Take one electron away from AsH2 without letting the atoms move, and PBE puts the cost at 9.46 eV. The same calculation places the highest occupied level (HOMO) at only −5.68 eV, though that level might be taken for the binding energy of the outermost electron. How does this disagreement change with the functional, and can it be forecast for PBEsol and B3LYP?

AsH2 (doublet) in the gas phase, computed with PySCF 2.14.0: unrestricted density functionals and HF, and UHF-based MP2 and CCSD(T) with frozen cores; def2-TZVP, density fitting, non-relativistic. All rows share the PBE0/def2-TZVP geometry (As–H 1.53 Å, angle 91°). The ionisation energy is vertical, the energy of the singlet cation minus that of the neutral molecule.

| method | exact exchange, long range (%) | ionisation (eV) | HOMO (eV) | LUMO (eV) |
| --- | --- | --- | --- | --- |
| PBE | 0 | 9.46 | -5.68 | -4.07 |
| PBEsol | 0 | ? | ? | ? |
| r2SCAN | 0 | 9.71 | -6.13 | -3.66 |
| TPSSh | 10 | 9.51 | -6.27 | -3.60 |
| B3LYP | 20 | ? | ? | ? |
| PBE0 | 25 | 9.53 | -6.86 | -3.04 |
| B97-3 | 27 | 9.35 | -6.78 | -3.26 |
| HF | 100 | 8.94 | -9.71 | 0.93 |
| CCSD(T) | n/a | 9.36 | n/a | n/a |
| MP2 | n/a | 9.38 | n/a | n/a |

The two numbers answer different questions. The ionisation column compares the total energies of the ion and the neutral molecule, whereas a level is the rate at which the energy changes when a small part of an electron is removed. With the exact functional that rate would stay constant throughout the removal, and the depth of the HOMO would equal the ionisation energy. In a semilocal functional such as PBE, an electron still feels part of its own repulsion. As it leaves, that repulsion fades and its level sinks, so the level at the start is too shallow to stand for the whole removal. The shortfall, defined here as the ionisation energy minus the depth of the HOMO, measures this effect.

The first stretch of the table has no exact exchange, and the shortfall is large: 3.78 eV for PBE and 3.58 eV for r2SCAN. The 0.20 eV between them shows how far two functionals can differ at an equal share. Their HOMO–LUMO separations differ more, 1.61 against 2.47 eV (the LUMO is the lowest empty level). The share can't be the only thing that matters.

The next stretch mixes in exact exchange, in which an electron doesn't repel itself. From TPSSh through PBE0 to B97-3 the shortfall drops from 3.24 to 2.57 eV, and the change comes mainly from the level. Among the known functionals, HF aside, the HOMO varies by 1.18 eV and the ionisation energy by only 0.36 eV. An energy difference compares two whole electron counts, where much of the self-repulsion error cancels.

The separation tends to grow as well, for a related reason. The spin populations computed with PBE, PBE0 and HF place the unpaired electron of AsH2 in the arsenic p shell. The HOMO and LUMO are expected to be the filled and empty spin versions of this 4p orbital, though the orbitals themselves weren't inspected. Exact exchange frees the electron already there from its own repulsion, while a second electron would feel the first in full. The larger the share of exact exchange, the more fully the separation reflects this repulsion; it isn't an optical gap. Its HF value also depends on the basis: the LUMO there lies above zero, and def2-TZVP lacks the diffuse functions that could add lower, spread-out empty levels. B97-3 breaks the order, with a smaller separation than PBE0 despite its slightly larger share.

At the HF end the sign of the shortfall turns, to −0.77 eV. HF has no self-repulsion, but its level keeps all other electrons frozen during the removal. Letting them relax lowers the energy of the ion, so the true HF cost is smaller than the depth of the level, provided the same electron is removed in both. Going from semilocal exchange to HF thus replaces a level that is too shallow by one that is somewhat too deep.

A hybrid blends the two kinds of exchange, so its shortfall $D$ should, to first order, be the same blend of the end values:

$$D(x) = (1-x)\,D_{\text{semilocal}} + x\,D_{\text{HF}},$$

where $x$ is the share of exact exchange, set by each functional's definition and rounded here to a whole per cent. PBE0 is a direct test, being PBE with a quarter of its exchange replaced. The blend gives $0.75 \times 3.78 + 0.25 \times (-0.77) = 2.64$ eV, and the calculation gives 2.67 eV. Only the PBE and HF rows enter this estimate.

For B3LYP, whose semilocal part isn't that of PBE, a straight line through all six known rows with a HOMO is the fairer guide. At a share of 20% it gives a shortfall of 2.82 ± 0.20 eV, and a similar line gives a separation of 3.5 ± 0.9 eV. Both should fall between TPSSh and PBE0. The ranges are the PBE–r2SCAN differences, with the second rounded up.

PBEsol has the same functional form as PBE with other constants, so PBE's own values serve better than the line. The forecast is a shortfall of 3.78 ± 0.20 eV and a separation of 1.6 ± 0.9 eV. Both should lie nearer to PBE than to r2SCAN.

The withheld rows as computed:

| method | exact exchange, long range (%) | ionisation (eV) | HOMO (eV) | LUMO (eV) |
| --- | --- | --- | --- | --- |
| PBEsol | 0 | 9.47 | -5.66 | -4.11 |
| B3LYP | 20 | 9.49 | -6.51 | -3.46 |

PBEsol comes out at 3.81 eV for the shortfall and 1.55 eV for the separation, close to PBE on both counts. The line alone would have missed by 0.10 and 0.23 eV, because r2SCAN pulls it away from PBE. For the ionisation energy and frontier levels of this molecule, going from PBE to PBEsol, which changes only constants, matters far less than going to r2SCAN, which changes the form.

B3LYP also falls inside both ranges and between its two neighbours, but less neatly. Its shortfall of 2.98 eV is 0.16 eV above the forecast, a larger miss than that of any row used for the line. Its separation of 3.05 eV is almost 0.5 eV below the forecast. That range was so wide that it covered TPSSh and PBE0 as well, which makes the hit a weak test.

To locate these misses, compare each hybrid with a blend of the PBE and HF rows. The HF row lacks electron correlation, which a hybrid retains in full, so the blend should bind electrons too weakly. For PBE0 it does: the ionisation energy, the depth of the HOMO and the depth of the LUMO come out too low by 0.20, 0.17 and 0.22 eV. The first two errors nearly cancel in the shortfall, so the close agreement found there flatters the model.

For B3LYP, a blend of 80% PBE and 20% HF is too low by 0.13, 0.02 and 0.39 eV. Compared with the pattern in PBE0, the HOMO of B3LYP is too shallow, which raises the shortfall, and its LUMO is too deep. Both narrow the separation. The semilocal part of B3LYP probably causes this, though no row isolates it.

The last rows show which number to use. Against CCSD(T) in the same finite basis, every ionisation energy obtained as an energy difference lies within about 0.4 eV, while the HOMO depths of the functionals fall short by 2.5 to 3.7 eV. The HF level is only 0.35 eV too deep because two errors oppose each other: frozen electrons add 0.77 eV and absent correlation removes 0.42 eV.

The same reasoning should carry over to PH2, whose unpaired electron occupies a similar 3p orbital. NH2 needs more care: its cation has a triplet ground state, so the electron lost most easily is a paired one, and the HOMO may be a different orbital. The printed output below gives both fitted lines and the comparisons row by row.

Printed output of the fit:

```
fit of short on 6 rows: constant 3.714 +/- 0.047, coefficient of share -4.454 +/- 0.11; rms 0.0734, worst r2SCAN 0.134, leave-one-out rms 0.18
  rows outside the fit (model, value, miss): PBEsol 3.714, 3.81, -0.0957; B3LYP 2.823, 2.98, -0.157
fit of sep on 6 rows: constant 1.782 +/- 0.25, coefficient of share 8.666 +/- 0.57; rms 0.391, worst r2SCAN -0.688, leave-one-out rms 1.09
  rows outside the fit (model, value, miss): PBEsol 1.782, 1.55, 0.232; B3LYP 3.515, 3.05, 0.465
half-range for the shortfall, PBE against r2SCAN (eV): 0.2
half-range for the separation, PBE against r2SCAN (eV): 0.86
PBEsol shortfall, forecast (PBE value) less computed (eV): -0.03
PBEsol separation, forecast (PBE value) less computed (eV): 0.06
PBE0 shortfall from 75% PBE and 25% HF (eV): 2.643
PBE0 separation from 75% PBE and 25% HF (eV): 3.867
spread of ionisation among the known functionals without HF (eV): 0.36
spread of HOMO among the known functionals without HF (eV): 1.18
Levels and energy differences in eV:
      row  shortfall  separation  ionisation less CCSD(T)  -HOMO less CCSD(T) ionisation  ionisation less PBE  HOMO less PBE  LUMO less PBE
      PBE       3.78        1.61                      0.1                          -3.68                    0              0              0
   PBEsol       3.81        1.55                     0.11                           -3.7                 0.01           0.02          -0.04
   r2SCAN       3.58        2.47                     0.35                          -3.23                 0.25          -0.45           0.41
    TPSSh       3.24        2.67                     0.15                          -3.09                 0.05          -0.59           0.47
    B3LYP       2.98        3.05                     0.13                          -2.85                 0.03          -0.83           0.61
     PBE0       2.67        3.82                     0.17                           -2.5                 0.07          -1.18           1.03
    B97-3       2.57        3.52                    -0.01                          -2.58                -0.11           -1.1           0.81
       HF      -0.77       10.64                    -0.42                           0.35                -0.52          -4.03              5
  CCSD(T)        n/a         n/a                        0                            n/a                 -0.1            n/a            n/a
      MP2        n/a         n/a                     0.02                            n/a                -0.08            n/a            n/a
```
